## Question

In strontium oxide the choice of density functional alone moves the computed band gap by about two electronvolts, with every atom held in place. The crystal has the rock-salt structure and is close to Sr²⁺O²⁻. Its filled upper bands come from oxygen 2p states, and its lowest empty bands belong mainly to strontium.

Plane-wave DFT calculations with Ansatz 0.2.0 for rock-salt SrO, using the same two-atom cell and fixed atoms in every row. All runs use PAW potentials (set soft_2 for r2SCAN and PBE0), an unshifted 4×4×4 k mesh and fixed occupations, without spin polarisation.

| functional | wave cutoff | density cutoff | gap on mesh (eV) |
| --- | --- | --- | --- |
| PBE | 510 eV | 2040 eV | 3.306 |
| r2SCAN | 557.83 eV | 2231.3 eV | 3.789 |
| B3LYP | 510 eV | 2040 eV | 5.215 |
| HSE06 | 510 eV | 2040 eV | 4.791 |
| PBE0 | 557.83 eV | 2231.3 eV | 5.528 |

The gap on mesh is the energy from the highest filled level to the lowest empty level among the sampled wavevectors. In every row the filled level lies at the zone centre Γ and the empty one at the zone-boundary point X.

Three of the functionals are hybrids, which replace part of an approximate exchange energy by exact exchange. B3LYP uses 20% and PBE0 uses 25%, both at all distances. HSE06 also uses 25%, but only at short distances. It divides the electron repulsion 1/r into a short-range part and a long-range part, erf(ωr)/r, with ω roughly 0.11 per bohr, and leaves exact exchange out of the second. PBE and r2SCAN contain no exact exchange.

**(a)** Explain why exact exchange widens the gap. Use the PBE and PBE0 rows to predict the B3LYP gap.

**(b)** HSE06 has a larger nominal share of exact exchange than B3LYP, yet a smaller gap. Estimate what leaving out the long-range part costs, and explain the order.

**(c)** r2SCAN has a wider gap than PBE. Does it get there in the same way as the hybrids?

## Model answer

### (a) Filled states gain more than empty ones

The classical repulsion in a density-functional calculation acts between each electron and the whole electron density, which includes that electron itself. Exact exchange removes this self-repulsion for filled states, as is seen most plainly when they are described by orbitals localised on the ions. An empty state contributes nothing to the density, so it has no self-repulsion to remove. It feels only the weaker exchange with filled states that it overlaps. PBE exchange makes the distinction poorly, because it gives one local potential that pulls on filled and empty states alike wherever they overlap the density. Replacing some of it by exact exchange therefore lowers the oxygen 2p states relative to the empty strontium states.

If the orbitals change little, the widening is proportional to the fraction *a* of exact exchange:

gap(*a*) = gap(PBE) + *a* × *S*

The slope *S* follows from the two rows named in the question: (5.528 − 3.306) / 0.25 ≈ 8.9 eV. It is easier to remember as 0.9 eV of gap for every ten percent of exact exchange, at all distances, in this crystal.

For B3LYP, with *a* = 0.20, the formula gives 5.08 eV. The computed gap, which played no part in setting the slope, is 5.215 eV. The prediction falls short by 0.13 eV, or 7% of the rise from PBE to B3LYP. B3LYP also differs from PBE0 in its approximate exchange and correlation, and the PBE0 row was run with other PAW data and cutoffs. Either may account for the shortfall, and these rows cannot separate the two.

The direct gaps of the same calculations fit this picture. From PBE to PBE0 the gap opens by 2.21 eV at Γ and by 2.24 eV at X. The lowest empty state is s-like at Γ, while at X it is usually assigned to strontium 4d. Two quite different empty states thus move away from the filled ones by nearly the same amount, as they should if being filled or empty is what matters most.

### (b) The long-range part is weak but selective

The long-range interaction erf(ωr)/r does not diverge when two electrons meet. For small *x*, erf(*x*) ≈ 2*x*/√π, so the interaction tends to the constant 2ω/√π. It changes slowly, over a length 1/ω of about 4.8 Å. At the Sr–O distance of 2.57 Å it is still within a tenth of its value at the origin.

In an insulator, exchange acts mainly over short distances around each electron, and there the long-range interaction is nearly constant. A constant interaction has a simple effect in exact exchange. The exchange operator contains the projector onto the filled states, which leaves a filled state unchanged and turns an empty one into zero. Every filled level is therefore lowered by the same constant, and every empty level stays where it is.

With a quarter of exact exchange and 27.2 eV to the hartree, the lowering is

0.25 × 2ω/√π = 0.25 × (2 × 0.11 / 1.77) × 27.2 eV ≈ 0.84 eV.

PBE0 includes this lowering and HSE06 does not. The approximate exchange that HSE06 uses at long range is taken here to shift filled and empty states equally. On that assumption the HSE06 gap should lie 0.84 eV below that of PBE0. The computed difference is 0.74 eV, so the estimate is about 15% too large.

The separate levels at Γ show the pattern behind this number. From HSE06 to PBE0 all the filled ones, from the deepest to the highest, fall by 0.39 to 0.42 eV, while the lowest empty ones rise by 0.32 to 0.37 eV. The rise is expected, because PBE0 also gives up a quarter of the approximate long-range exchange, which pulls on filled and empty states alike. How the change divides into a fall and a rise is less certain than its total, because the two runs use different PAW data, which can shift all levels together.

The order of the two hybrids now follows. Going from PBE0 to B3LYP gives up five percentage points of exact exchange, which costs about 0.44 eV by the slope of part (a). Going from PBE0 to HSE06 keeps the full 25% but gives up the long-range part, which costs about 0.84 eV by the estimate above. The second loss is larger, so HSE06 falls below B3LYP.

The exact-exchange energies offer a separate look at the argument. The values listed by the runs are for the 16 electrons per cell that are treated explicitly, outside the fixed atomic cores. They may leave out PAW corrections close to the nuclei, which should hardly affect the long-range part. Each pair of electrons counts only once in a total energy, so these 16 electrons should each lose half of 0.84 eV, or 6.8 eV together. The calculations give 6.6 eV between PBE0 and HSE06. The different PAW data of these two runs seem to matter little here: B3LYP, run with the same cutoffs as HSE06, lists 0.801 times the energy of PBE0, where the fractions alone would give 0.80. The agreement supports treating the long-range interaction as nearly constant over the region where exchange acts. It is no test of ω, which is part of the definition of HSE06.

The same energies show how selective the long-range part is. HSE06 lacks only about 13% of the exact-exchange energy listed for PBE0, but it lacks 33% of the gap opening. Most exchange energy comes from short distances, where PBE exchange already supplies much of what filled states need. At long range a local potential cannot imitate an interaction that lowers filled states and passes over empty ones. A small part of the energy can therefore carry a large part of the gap.

### (c) r2SCAN reaches a wider gap by another route

r2SCAN lies 0.48 eV above PBE, which is about a fifth of the rise that PBE0 achieves. With no exact exchange in it, the mechanism of parts (a) and (b) is absent. What r2SCAN adds is a dependence on the kinetic-energy density, which measures how strongly the occupied orbitals vary in space. The resulting potential contains a term that acts on the slope of each orbital, so two states in the same region can be shifted differently.

The direct gaps show a different pattern from that of the hybrids. r2SCAN opens the gap by 0.66 eV at Γ but by only 0.48 eV at X. In each of the three hybrids the two openings agree to within 0.06 eV. Such unevenness is what a term sensitive to orbital shape can produce, since the lowest empty states at Γ and X have different shapes. The calculations do not isolate the contribution of that term, so this explanation rests on theory.

## Remarks on the reasoning

**The tempting wrong answer.** Ranking the hybrids by their percentage of exact exchange would place HSE06 level with PBE0, at 5.53 eV. That is 0.74 eV too high, and it reverses the order of HSE06 and B3LYP. The percentage has a clear meaning for the gap only together with the distance over which it applies. A good answer gives both numbers before it ranks anything.

**An agreement that looks better than it is.** The two estimates put B3LYP 0.40 eV above HSE06, and the computed difference is 0.42 eV. Each of the two predicted gaps, however, is too low by slightly more than 0.1 eV. The errors have the same sign and nearly cancel in the difference. The individual gaps give the fairer measure of the model.

**Where the settings matter.** Long-range exchange is the part most sensitive to how finely wavevectors are sampled. The mesh used here corresponds to a repeated block of crystal with edges of about 15 Å, only three times the length 1/ω. No denser mesh was run, so some of the 0.1 eV disagreement in part (b) could belong to the computed gaps and not to the estimate. The order of the rows is less exposed, because neighbouring gaps differ by at least 0.3 eV.

**A useful control.** PBE0 and r2SCAN were run with higher cutoffs, which means finer plane-wave descriptions, and with another set of atomic PAW data than the remaining rows. A sceptical reader could blame this for the uneven opening in r2SCAN. PBE0 shares those settings and opens almost evenly at Γ and X, which speaks against that reading. It does not show how much the settings shift the gaps themselves.

**What carries over to another oxide.** The slope of 0.9 eV per ten percent belongs to strontium oxide and has to be found again for another material, for which one PBE and one PBE0 calculation are enough. The long-range estimate contains only the fraction and ω, with no property of the crystal. A gap difference between PBE0 and HSE06 of somewhat under one electronvolt is therefore a sensible first guess for other wide-gap insulators in which exchange is equally short-ranged. In semiconductors with narrow gaps exchange reaches farther, and the difference is expected to be smaller.

**A wider gap is not automatically a better one.** PBE is well known to give gaps of insulators that are too small, so a rise above it is usually welcome. The table holds no measured gap, however, and cannot say which hybrid comes closest. For a comparison with optical measurements it matters little that the gaps are indirect, since the direct gap at X is less than 0.1 eV larger in every row. A measured optical edge can lie lower than such a gap, because the excited electron and the hole it leaves attract each other.
